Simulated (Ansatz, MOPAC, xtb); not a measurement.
## A ladder of methods for CH4F2OSi (SMILES C[Si](O)(F)F)

The runs start from one conformer, not always the lowest.

CH4F2OSi, singlet, SMILES `C[Si](O)(F)F`. Each level relaxes the structure for itself.

Each level gives the zero-point energy at each level's own minimum (kJ/mol). The values are calculated.

```csv
level,kind,program,value (kJ/mol)
MNDOD,semi-empirical,MOPAC,156.0
PM7-HH,semi-empirical,MOPAC,134.3
GFN2-xTB,semi-empirical,xtb,146.1
GFN1-xTB,semi-empirical,xtb,142.7
HF/STO-3G,Hartree–Fock,Ansatz,178.0
HF/3-21G,Hartree–Fock,Ansatz,162.5
HF/6-31G* (Cartesian functions),Hartree–Fock,Ansatz,160.9
PBE/def2-SVP,GGA,Ansatz,145.9
PBE0-D4/def2-TZVP,global hybrid,Ansatz,150.8
B3LYP/6-31G* (Cartesian functions),global hybrid,Ansatz,151.5
```

Harmonic and unscaled. The values span 134.3 to 178.0 kJ/mol. Without the sets that lack polarisation functions the rows with a basis span only 145.9 to 160.9 kJ/mol.

The zero-point energy here is mainly a measure of how stiff each method makes the C–H and O–H stretches and the hydrogen bending modes. Light atoms give high frequencies, while the Si–F stretches and soft torsions add much less. The cleanest comparison is at 6-31G*, where going from Hartree–Fock to B3LYP lowers the value from 160.9 to 151.5 kJ/mol, probably because Hartree–Fock omits the correlation that softens bonds near equilibrium. PBE lies lower still, but its different basis prevents assigning the whole shift to the functional. Within Hartree–Fock, the large drop comes between STO-3G and 3-21G, and the further step to 6-31G* changes little.

The semi-empirical methods show no common bias: MNDOD lies above both hybrids and PM7-HH well below them. GFN2-xTB nearly matches PBE, but a zero-point energy is a sum over modes, so this agreement does not establish that the individual frequencies are alike.
